Q: If I squeeze tantalum nitride by one percent in volume, what pressure am I dealing with?

A: About 3 GPa, or thirty thousand atmospheres. One percent off every edge is three percent in volume, so it costs roughly 10 GPa. These sizes come from density functional calculations on one crystal, held at a series of volumes.

TaN (space group P-62m, 6 atoms per cell) at fixed c/a and relative atomic positions, computed with Ansatz 0.2.0: all-electron PAW, PBEsol, scalar-relativistic, no spin polarisation. The k mesh is 6×6×9, Fermi-Dirac smearing 0.01 eV and plane-wave cutoff 520 eV (500 eV for the two largest volumes). Pressure is positive in compression.

```
volume (Å³/atom)     c/a  shortest distance (Å)  pressure (GPa)
          10.663  0.5602                  2.000               ?
          10.890  0.5602                  2.014          10.269
          11.117  0.5602                  2.028           2.865
          11.230  0.5602                  2.034               ?
          11.344  0.5602                  2.041          -3.796
          11.457  0.5602                  2.048          -6.871
          11.571  0.5602                  2.055          -9.788
          11.798  0.5602                  2.068         -15.178
          12.024  0.5602                  2.081         -20.024
```

Q: What am I looking at, and why are most of the pressures negative?

A: Volume is the space per atom, c/a is the ratio of the height of the cell to its base edge, and the shortest distance is the closest approach of two atoms. Because c/a and the relative atomic positions are fixed, that distance only restates the volume. A positive pressure must be applied to hold the crystal small. A negative one means that the crystal is being held stretched and would contract if released.

Q: Two pressures are missing. Can't I lay a ruler through the neighbouring points?

A: You can, but first ask which way the true curve bends. Two limits tell you. Pull the atoms very far apart and they no longer attract, so the pressure must return to zero from below. On the way it passes a lowest value, where the crystal has no resistance left to further stretching. Resistance therefore has to weaken somewhere along the way.

Push the atoms very close together and the opposite happens. Their electron clouds overlap, the Pauli principle forces the electrons into states of higher kinetic energy, and this repulsion grows faster than the bonding attraction. The pressure then climbs ever more steeply. This is standard physics of bound solids; the table gives only the net pressure and does not separate repulsion from attraction.

Q: Do the known rows already show that bend, or do only the extremes?

A: They show it clearly. The measure of resistance is the bulk modulus, the pressure change divided by the fractional volume change that causes it. It is about 359 GPa between the two most compressed known cells and 255 GPa between the two most stretched ones. The crystal thus loses more than a quarter of its stiffness between those two pairs.

Q: So what does the bend do to my ruler?

A: It makes the ruler err in opposite directions. A curve that bends upwards lies below a straight line drawn between two of its points, but above that line once it is extended past them. At 11.230 Å³/atom the ruler gives −0.45 GPa, and the true value should be lower. At 10.663 Å³/atom it gives 17.7 GPa, and the true value should be higher.

Q: How do you turn "lower" and "higher" into numbers?

A: I need an energy curve that stiffens in a sensible way. Let V₀ be the volume at zero pressure, and measure compression by

f = [(V₀/V)^(2/3) − 1]/2

This quantity, the Eulerian strain, is zero at V₀ and positive under compression. Near its minimum any smooth energy starts as a square of the strain, and the next term is a cube. With B₀ the bulk modulus at V₀ and B′ the rate at which it rises with pressure, the energy is

E = E₀ + (9/2) B₀ V₀ f² [1 + (B′ − 4) f]

and the pressure, P = −dE/dV, follows as

P = 3 B₀ f (1 + 2f)^(5/2) [1 + (3/2)(B′ − 4) f]

This is the third-order Birch-Murnaghan equation. I fitted it to the seven known pressures alone. It gives V₀ = 11.21 Å³/atom, B₀ = 332 GPa and B′ = 4.2, so each extra GPa of pressure adds about 4 GPa of stiffness.

Q: Work one of them through for me.

A: Take the cell at 10.663 Å³/atom, which was not part of the fit. The ratio 11.21/10.663 gives f ≈ 0.017, and the first factor is

3 × 332 GPa × 0.017 ≈ 16.9 GPa

The second factor, 1.034^(5/2), raises this by about nine percent to 18.4 GPa. The last bracket adds about half a percent more, which brings the result to 18.5 GPa. Most of the stiffening therefore comes with the choice of strain, and the cubic term is a small correction.

Q: Then commit yourself.

A: For 10.663 Å³/atom I forecast a strongly compressed cell near 18.5 GPa, within ±0.2 GPa and above the extended straight line. For 11.230 Å³/atom I forecast a slightly stretched cell near −0.54 GPa, within ±0.05 GPa and below the line between its neighbours.

The ranges are judgements, not statistical confidence limits. The wider one belongs to the cell outside the known volumes, where the form of the equation matters more. Leaving out the cubic term, for example, lowers that forecast by about 0.16 GPa. I also allow for the stored descriptions of the atoms' inner regions, which were remade for the crystal and could shift the pressure a little.

Q: Show me.

The withheld rows as computed:

```
volume (Å³/atom)     c/a  shortest distance (Å)  pressure (GPa)
          10.663  0.5602                  2.000          18.499
          11.230  0.5602                  2.034          -0.554
```

A: Both values fall inside their ranges. The compressed cell comes out at 18.5 GPa, and the fitted curve is only 0.01 GPa too high. For the slightly stretched cell the computed value is −0.554 GPa, and the curve is again about 0.01 GPa too high.

Q: Is there something to learn from those last hundredths?

A: Mainly a lesson about rounding, because the printed volumes limit the comparison. Near zero pressure the slope is 332/11.21, or about 30 GPa for each Å³/atom. The run's own output gives the slightly stretched cell 67.3824 Å³ for six atoms, which is 11.2304 Å³/atom rather than 11.230. That alone lowers the curve there by about 0.012 GPa, nearly the whole miss. For the compressed cell the rounding of all the fitted volumes counts as well, so the cause of its last hundredth is left open.

Q: How badly would my ruler have done?

A: It is 0.83 GPa too low for the compressed cell and 0.10 GPa too high for the one between neighbours. The signs are those that the bend demands. The sizes have a simple reason too: for a parabola, a line extended by one full step errs eight times as much as a line read halfway between its points. Here the ratio is a little above nine: in the unrounded volumes the inner cell sits exactly halfway, and there the ruler errs by 0.09 GPa. The ratio exceeds eight because the curve bends more sharply towards compression.

Q: Why did the smooth curve work so well?

A: One new cell lies between known ones, and the other lies only about two percent in volume beyond the most compressed of them. All the known cells are metallic, with no sign of a gap opening that might put a kink in the curve. Magnetism was switched off, so a magnetic change was never tested. Success at these two volumes also doesn't prove the microscopic story, since a different smooth equation, with the energy cubic in the logarithm of volume, comes within 0.04 GPa of both computed values.

Q: Could the pressures themselves be inconsistent, however smooth they look?

A: The energies offer a check. Stretching the crystal from 11.344 to 12.024 Å³/atom takes work, which is the area under the pressure curve. The pressures give 0.313 eV per cell, and the computed energy rises by 0.31 eV. The two agree to the precision of the printed energies, so pressure and energy are consistent over this stretch. The two most stretched cells were run with a slightly lower plane-wave cutoff, but neither quantity shows a visible break there.

Q: May I use 11.21 Å³/atom and 332 GPa in a design calculation?

A: Use them as sizes, not as certified material constants. The pressure is an average over directions, and at 11.117 Å³/atom the stress in the base plane exceeds that along the axis by 0.8 GPa. At 11.344 Å³/atom the difference is 1.3 GPa. Zero average pressure therefore still leaves a cell that would like to change its shape.

The stiffness, too, belongs to a crystal whose shape and relative atomic positions are held fixed. A real sample can adjust both, and around its relaxed state this freedom can only make it softer under uniform pressure. How much softer is not known from these cells.

Q: And how close is the calculation to a real sample?

A: The table holds no measurement that could settle this. Spin-orbit coupling is missing, although tantalum is a heavy atom, and the atomic datasets were made for a different density functional, PBE. Either could shift the absolute pressures. The atoms are also held still, whereas thermal motion in a warm crystal normally adds an outward push.

Q: What should I carry to the next volume?

A: Start with about 3.3 GPa for each percent of volume, the value near zero pressure, then correct for the bend: more than that under compression, less under tension. For a point between two known ones a ruler may be good enough, if a tenth of a GPa does not matter. Beyond the last point the bend has to be included. The printed analysis after this exchange gives the fitted coefficients and the misses of all three equations tried.

The analysis program printed:

```
fit of pressure on 7 rows: coefficient of t0 -3.798 +/- 0.0037, coefficient of t1 482.9 +/- 0.14, coefficient of t2 82.18 +/- 6.2; rms 0.00529, worst 11.457 0.0106, leave-one-out rms 0.00945
  rows outside the fit (model, value, miss): 10.663 18.51, 18.5, 0.00973; 11.23 -0.5409, -0.554, 0.0131
fit of pressure on 7 rows: coefficient of t0 -3.764 +/- 0.016, coefficient of t1 482.2 +/- 0.78; rms 0.0356, worst 10.89 -0.0503, leave-one-out rms 0.0613
  rows outside the fit (model, value, miss): 10.663 18.35, 18.5, -0.146; 11.23 -0.5147, -0.554, 0.0393
fit of pressure on 7 rows: coefficient of g0 -3.794 +/- 0.0057, coefficient of g1 319.8 +/- 0.15, coefficient of g2 352.4 +/- 4.2; rms 0.00817, worst 11.798 -0.0135, leave-one-out rms 0.0215
  rows outside the fit (model, value, miss): 10.663 18.46, 18.5, -0.0386; 11.23 -0.5343, -0.554, 0.0197
volume at zero mean pressure, third-order model, Å³/atom: 11.21
bulk modulus there at fixed cell shape, GPa: 331.7
pressure derivative of the bulk modulus there: 4.228
bulk modulus from the rows 10.890 and 11.117, GPa: 358.9
bulk modulus from the rows 11.798 and 12.024, GPa: 255.4
straight-line extension to 10.663, GPa: 17.67
straight line less computed value at 10.663, GPa: -0.826
straight line between neighbours at 11.230, GPa: -0.4508
straight line less computed value at 11.230, GPa: 0.1032
work of stretching from 11.344 to 12.024 by the pressures, eV per cell: 0.3132
rise of free energy over the same stretch, eV per cell: 0.31
in-plane less axial stress at 11.117, GPa: 0.824
in-plane less axial stress at 11.344, GPa: 1.271
```
